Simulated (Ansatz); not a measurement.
# RbBiO3: energy above lowest point as volume scale varies

Results calculated with Ansatz 0.2.0, not measured. Free energy against uniform scaling of the volume at fixed shape and fractions; periodic cell, basis, potentials, k mesh and filling as listed.

The cell before it is scaled or strained (space group Pm-3m, No. 221):
```
RbBiO3
1.0
      4.2598     0.0000     0.0000
      0.0000     4.2598     0.0000
      0.0000     0.0000     4.2598
Rb Bi O
1 1 3
Direct
  0.00000 0.00000 0.00000
  0.50000 0.50000 0.50000
  0.50000 0.50000 0.00000
  0.50000 0.00000 0.50000
  0.00000 0.50000 0.50000
```

Settings of every row: functional LDA; dispersion none; accuracy low; potentials PAW; wave cutoff 420 eV; density cutoff 1680 eV; k mesh 5x5x5; k shift 0x0x0; occupations fermi dirac; smearing width 0.1 eV; spin none.

Limits: coarse k mesh, up to 40 meV an atom off; loose SCF threshold; no spin-orbit coupling, which can matter with elements this heavy; the cell comes from a prototype or a list of computed structures and needn't be the stable phase; atoms stay on their symmetric sites, though polar or tilted forms of a perovskite may lie lower.

```
row  volume scale  V (Å³/atom)  energy above lowest point (meV/atom)
  1          0.88       13.604                                  40.2
  2          0.92       14.223                                     ?
  3          0.96       14.841                                     0
  4             1        15.46                                   6.2
  5          1.04       16.078                                  25.5
  6          1.08       16.696                                  54.9
  7          1.12       17.315                                  93.6
```

Question: what energy above lowest point should row 2 give?

Worked fit of energy above lowest point. Take u = (V_r/V)^(2/3) − 1 with V_r = 15.769 Å³ an atom, which is twice the finite (Eulerian) strain; such expansions in the strain, on which the Birch-Murnaghan equation of state is built, carry the rest volume and the bulk modulus. The shown rows have u = 0.10346, 0.04126, 0.01328, -0.01285, -0.03737, -0.06045. Least squares give energy above lowest point = 14.26 − 735.79 × u + 9532.5 × u² meV/atom; a straight line predicts inner rows, each left out in turn, worse (root mean square 27 against 0.22 meV/atom). The rows lie off it by 0.0, -0.1, 0.0, 0.2, -0.2, 0.0. Its lowest point lies at u = 0.0386, or V = 14.9 Å³ an atom, and the curvature there gives the bulk modulus at fixed shape and fractions, B = (4/9)(1 + u)² E″(u)/V = 98.3 GPa. The withheld row has u = 0.07121, so the fit gives 14.26 − 735.79 × (0.07121) + 9532.5 × (0.07121)² = 10.2 meV/atom.

The calculation gave 9.5 meV/atom. The fit lies 0.7 meV/atom (7.4 % of the value, 0.75 % of the column's range) above it; its largest miss of a shown row is 0.2 meV/atom.
